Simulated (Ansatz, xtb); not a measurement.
C3H6BrClSi: which of two isomers lies lower

Structure I is `Cl[Si@@H]1CC[C@H]1Br`, a singlet and structure II is `Cl[Si]1(Br)CCC1`, a singlet. Both are isolated molecules in the gas phase, relaxed with B3LYP/def2-SVP.

Quicker runs give these differences E(II) − E(I): GFN2-xTB −1.136 eV; HF/STO-3G −1.494 eV (at GFN2-xTB geometries); r2SCAN-D4/def2-SVP −1.609 eV (at GFN2-xTB geometries).

Q: Estimate E(II) − E(I) at the level CCSD(T)/def2-SVP + ΔMP2/def2-TZVPP.

A: Calculated at CCSD(T)/def2-SVP + ΔMP2/def2-TZVPP: E(II) − E(I) = −1.551 eV, so structure II lies lower.

The same difference at several levels:

```csv
level,geometry,E(II) − E(I) (eV),departure from the last row (eV),"job, with rough time for the two"
GFN2-xTB,GFN2-xTB,−1.136,+0.415,"optimisation, 0.3 s"
HF/STO-3G,GFN2-xTB,−1.494,+0.056,"single point, 0.48 s"
r2SCAN-D4/def2-SVP,GFN2-xTB,−1.609,−0.059,"single point, 4.1 s"
B3LYP/def2-SVP,B3LYP/def2-SVP,−1.531,+0.020,"optimisation, 69 s"
HF/def2-SVP,B3LYP/def2-SVP,−1.616,−0.065,part of the CCSD(T) run
MP2/def2-SVP,B3LYP/def2-SVP,−1.598,−0.047,part of the CCSD(T) run
CCSD(T)/def2-SVP,B3LYP/def2-SVP,−1.538,+0.012,single point
CCSD(T)/def2-SVP + ΔMP2/def2-TZVPP,B3LYP/def2-SVP,−1.551,,"single point, 72 s"
```

As drawn, II has 1 Br–Si, 1 C–H in place of 1 C–Br, 1 Si–H.

The levels shown agree on the order. The largest departure from CCSD(T)/def2-SVP + ΔMP2/def2-TZVPP is that of GFN2-xTB, 0.415 eV. The last row adds to CCSD(T) the change of the MP2 difference between the two basis sets, here −0.012 eV.

With thermal terms from frequencies at re-optimised GFN2-xTB minima (ideal gas, soft modes damped towards free rotors, one conformer each, 298.15 K, 1 atm): the zero-point term adds +0.091 eV; ΔH is −1.456 and ΔG −1.465 eV.

The correlated steps freeze 22 core orbitals; the filled d shell of Br is correlated, in a basis made for valence electrons. Mirror images aren't counted in ΔG. Codes used: Ansatz 0.2.0, xtb 6.7.1; the last row on 4 threads of Arm Neoverse V1 on a shared host.

Structure II, with both halogens on silicon, is strongly favoured, by 1.551 eV in electronic energy. The isomers differ by an exchange of partners: Si–H and C–Br give way to C–H and Si–Br. Both halves of the exchange favour II, since bromine binds more strongly to electropositive silicon, in a more polar bond, while hydrogen binds more strongly to carbon. The silacyclobutane ring is kept, so its strain should largely cancel.

Because the number of electron pairs and the general bond types are conserved, correlation also largely cancels, which is probably why Hartree–Fock already comes close to the coupled-cluster result. GFN2-xTB gets the sign right but underestimates the preference, perhaps because its parametrisation misjudges the balance between the C–Br and Si–Br bonds.

The zero-point term opposes the preference slightly, as expected when hydrogen moves from a softer Si–H bond to a stiffer C–H bond. Entropy hardly matters between two such similar rings. The energy gap is thermodynamic and doesn't show that I would rearrange readily, which depends on the barrier.
